Q: These five molecules share the skeleton CH₂=C(Br)– and differ only in the group on the carbon that carries bromine. Which one yields most to an electric field?

Molecules CH₂=C(Br)–*, with the group * written in SMILES; the marked atom is the carbon that carries bromine. Calculated with PySCF 2.14.0 using CAM-B3LYP/def2-SVPD and density fitting, in the gas phase at PBE0-D3(BJ)/def2-SVP geometries. The polarisability is the static mean, the gap is LUMO minus HOMO, and the ionisation energy is a vertical difference of total energies.

```
group *   formula  binding atom  its electronegativity  point group  bond from the marked atom to the group (Å)  torsion about that bond, heaviest neighbours (°)  electrons  valence electrons  polarisability (bohr^3)  largest over smallest principal value  HOMO (eV)  gap (eV)  ionisation energy (eV)  dipole (D)
 *C(F)F  C3H3BrF2             C                  2.550           C1                                       1.506                                                62         74                 36                     59.8                                   1.64      -9.16      9.25                   10.16        1.75
    *CF   C3H4BrF             C                  2.550           Cs                                       1.498                                               180         66                 30                     59.8                                   1.68      -8.87      9.51                    9.81        0.27
     *C    C3H5Br             C                  2.550           Cs                                       1.491                                                59         58                 24                     60.1                                   1.67      -8.55      9.41                    9.49        1.71
    *SC   C3H5BrS             S                  2.580           Cs                                       1.750                                               180         74                 30                     80.8                                   1.76      -7.88      8.56                    8.63        2.58
  *OC=O  C3H3BrO2             O                  3.440           Cs                                       1.365                                               180         72                 34                     65.1                                   1.87      -8.84      8.78                    9.72        0.58
```

A: The sulfide, with the group SCH₃. The polarisability is the dipole that a weak field induces, divided by that field, averaged over all orientations of the molecule. It comes out in units of volume, and it governs the refractive index and the dispersion attraction between molecules. The sulfide reaches 80.8 bohr³, about a third more than the methyl compound with its 60.1 bohr³. The formate, with the group OCHO, gains only 8 % over methyl, and the two fluorinated methyl groups gain nothing over it.

Q: Why does fluorine add nothing? It brings a lot of electrons.

A: What counts is how loosely the electrons are held, and fluorine holds its own very tightly. Each swap of hydrogen for fluorine adds six valence electrons, yet the methyl, CH₂F and CHF₂ rows agree within 0.3 bohr³. The fluorine 2p shell is compact and lies deep in energy, so a field displaces it very little. Fluorine also takes over the bond that hydrogen had, and the electrons of that bond become stiffer too. The net effect is that a bound fluorine responds about as much as the hydrogen it replaces.

Sulfur is the opposite case. Its outer electrons sit in the third shell, farther from the nucleus and well screened from it, so the same field shifts them much farther. The table has a clean comparison: the CHF₂ compound and the sulfide both hold 74 electrons, but their polarisabilities are 59.8 and 80.8 bohr³. If the sulfur were exchanged for oxygen, the same reasoning says that most of the gain would be lost, because oxygen has the compact second shell of fluorine with only a slightly weaker grip.

Q: Can I estimate such values by hand?

A: Yes, by treating the molecule as a sum of atoms, each with its own typical contribution. This works when an atom's response depends mainly on its element and its kind of bonding, and only weakly on what stands farther away. Rough recalled contributions, in Å³, are 0.39 for H, 1.1 for a carbon with four neighbours, 1.4 for a carbon with three, 0.30 for F, 0.60 for O, and 3.0 each for S and Br. They were not adjusted to this table. One Å³ is 6.75 bohr³.

Take the step from methyl to formate. The group loses two hydrogens, gains two oxygens, and its carbon goes from four neighbours to three:

change = 2 × 0.60 − 2 × 0.39 + (1.4 − 1.1) = 0.72 Å³ ≈ 4.9 bohr³

The full calculation gives about 5 bohr³. For the sulfide the step is simpler still, since one sulfur atom is slipped in between the skeleton and the methyl group. That adds 3.0 Å³, or 20 bohr³, against a computed gain of 20.7.

Summed over whole molecules, the contributions come within 1.3 bohr³ of the calculation in all five rows, each time on the low side. Agreement that close shouldn't be pressed, because rounding the three carbon values alone can move the sum by 1 bohr³. Oxygen is the weakest entry, as its contribution depends on how it is bound. If one of the two oxygens in the formate deserved 0.3 Å³ less, the estimated gain would shrink by 2 bohr³, which is a large part of it.

Q: I have read that a small gap means a high polarisability. Couldn't I use the gap column instead?

A: The idea has a sound root, and in this table the two most polarisable molecules, the sulfide and the formate, do have the two smallest gaps. That match doesn't make the gap a measure of polarisability, however, because it is the wrong energy to calculate with. The polarisability is a sum over all excitations, each weighted by its strength and divided by the square of its energy. The strengths add up to the number of electrons. Core electrons respond only at very high energies and add little, so N is taken here as the valence count. If every excitation energy is replaced by one mean value Δ, the sum becomes the Unsöld estimate, in atomic units:

α ≈ N / Δ²

where α is the polarisability. For the methyl compound, with 24 valence electrons and the gap of 9.41 eV as Δ, this gives about 200 bohr³, more than three times the computed value. The gap is a difference of two orbital levels, not an excitation energy, and its upper level lies near or above zero and so depends on the basis. For the CH₂F compound and the sulfide, the ten lowest singlet excitations all lie below the gap, yet their strengths add up to well under one electron. Most of the strength lies at far higher energies.

The formula is more useful when read backwards, as a definition of Δ. The computed polarisabilities then correspond to a mean energy of 17 eV for methyl and 21 eV for CHF₂. This restates the stiffness of fluorine as one number without proving it: since the polarisability stays put while N grows, the mean energy must rise to match. The gaps of these two molecules, by comparison, are almost the same.

Q: Does the molecule become softer in every direction when the group changes?

A: With sulfur it does, with the formate it doesn't. The polarisability has three principal values, and in the methyl, sulfide and formate compounds the smallest one belongs to a field perpendicular to the plane of the heavy atoms. Going from methyl to the sulfide raises this value by 12 bohr³ and the two in the plane by about 25 each. Going to the formate leaves the perpendicular value where it was and raises only the other two. This is why the formate has the highest ratio of largest to smallest value, 1.87, although it is far less polarisable than the sulfide.

A simple sum of atoms cannot show this, because it has no directions in it. The likely missing ingredient is that induced dipoles act on each other. When the field lies in the plane, many of them stand head to tail and strengthen one another; when it is perpendicular, they stand side by side and weaken one another. The formate is also entirely flat, whereas methyl has two hydrogens outside the plane that help the perpendicular response. Electrons shared between the group and the double bond may add to the in-plane gain as well, but how much of it is theirs remains a guess.

Q: If fluorine hardly matters, why does the ionisation energy climb with every fluorine?

A: Because the ionisation energy asks a different question. It is the cost of removing one electron from the molecule, and that electron comes from the highest occupied orbital, the HOMO. In the fluorinated compounds this orbital lies on the double bond and the bromine, not on the fluorine. A C–F bond has its positive end at carbon, so it lowers the energy of electrons nearby and makes them harder to remove. The first fluorine raises the ionisation energy by 0.32 eV and the second by 0.35 eV, a steady effect that needs no change in how far the electrons can be displaced.

Sulfur acts by another route and lowers the ionisation energy by 0.86 eV relative to methyl. Its lone pair lies close in energy to the π electrons of the double bond, and the two mix. One combination goes down, the other is pushed up, and the upper one becomes the HOMO. The calculated orbital bears this out, with roughly two fifths of it on sulfur and two fifths on the carbons of the double bond. The electronegativity of the binding atom, on Pauling's scale, would not have warned you, since carbon and sulfur have nearly the same value.

Q: And the dipole? It almost vanishes with one fluorine and comes back with two.

A: Permanent dipoles add like arrows, so they can cancel. In the CH₂F compound the C–F bond points away from the C–Br bond, in the opposite direction, and only 0.27 D is left. In the CHF₂ compound one C–F bond again opposes C–Br, but the second has no partner. The calculated dipole, 1.75 D, lies roughly along that second bond.

These values therefore belong to one shape of each molecule. Turning the CH₂F group about its bond would spoil the cancellation, and a real sample may contain several such shapes. You shouldn't read the dipole column as a ranking of how polar the groups are. The average polarisability is less exposed to this problem, because atomic contributions to it are all positive and have nothing to cancel.

Q: Which digits may I rely on, then, and what should I take away for a molecule of my own?

A: For the polarisability, trust differences of several bohr³ and ignore those of a few tenths. The choice of functional and the modest basis can shift such values by a few per cent, as a rough guide, so methyl, CH₂F and CHF₂ count as equal. The gain of the sulfide stands far above that level. The gain of the formate is probably real, since part of the error is common to all rows, but its exact size is less certain.

For the ionisation energy, use its own column and not the HOMO level with its sign reversed. The latter is too low by 0.75 to 1.00 eV, because this functional includes only part of the exact exchange at long range and so places the HOMO too high. The order of the five molecules is the same either way, but the distance between methyl and sulfide shrinks from 0.86 to 0.67 eV. The functional and the basis can move an absolute ionisation energy by a tenth of an eV or more, so even its first decimal is not secure; the steps between rows are safer. Spin-orbit coupling at bromine is left out, but it is the smaller worry here: in the fluorinated and sulfur compounds the HOMO is a single level about 1 eV above the next, so the coupling shifts it only slightly.

The practical rule is to ask first which property you need. For the average polarisability, count the atoms and look for those with large, loosely held outer shells, such as sulfur or bromine; fluorine may be counted as hydrogen. For the ionisation energy, find out where the HOMO lies and what the new group does to it. For the dipole, settle the shape of the molecule before you trust any number.
